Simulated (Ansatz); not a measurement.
Ag: the change of pressure with volume per atom

Periodic Kohn-Sham DFT of a crystal at fixed atoms; pressure and stress are positive in compression; the energy is the free energy less that of spherical unpolarised free atoms; site moments are those in the method's own spheres, positive along +z. The results are calculated, by Ansatz 0.2.0.

Cell of the first row (space group P6_3/mmc, No. 194):
```
CELL_PARAMETERS angstrom
2.87020 0.00000 0.00000
-1.43510 2.48570 0.00000
0.00000 0.00000 4.69220
ATOMIC_POSITIONS crystal
Ag 0.33333 0.66667 0.25000
Ag 0.66667 0.33333 0.75000
```

Settings of every row: method all-electron PAW; functional LDA; relativity scalar; k mesh 14x14x8; filling fermi-dirac; smearing width 0.05 eV; nucleus gaussian.

Atom start moment: 0 on all atoms.

| row | volume per atom (Å³) | pressure (GPa) |
| --- | --- | --- |
| 1 | 16.738 | -5.036 |
| 2 | 17.094 | -7.175 |
| 3 | 17.45 | -9.016 |
| 4 | 17.628 | -9.836 |
| 5 | 17.806 | ? |
| 6 | 17.984 | -11.294 |
| 7 | 18.162 | -11.942 |
| 8 | 18.518 | -13.09 |
| 9 | 18.875 | -14.061 |

Question: what pressure should row 5 give?

Worked fit of pressure. Take u = (V_r/V)^(2/3) − 1 with V_r = 17.806 Å³ an atom, which is twice the finite (Eulerian) strain; such expansions in the strain, on which the Birch-Murnaghan equation of state is built, carry the rest volume and the bulk modulus. The shown rows have u = 0.0421, 0.02758, 0.01355, 0.00672, -0.00661, -0.01311, -0.0258, -0.03812. Least squares give pressure = −10.5938 + 109.417 × u + 509.09 × u² + 656 × u³ GPa; a parabola predicts inner rows, each left out in turn, worse (root mean square 0.011 against 0.00091 GPa). The rows lie off it by 0.000, 0.000, 0.000, -0.001, 0.001, 0.000, -0.001, 0.000. The withheld row has u = 0, so the fit gives −10.5938 + 109.417 × (0) + 509.09 × (0)² + 656 × (0)³ = -10.594 GPa.

The calculation gave -10.595 GPa. The fit lies 0.001 GPa (0.011 % of the column's range) above it, one unit of the last digit.
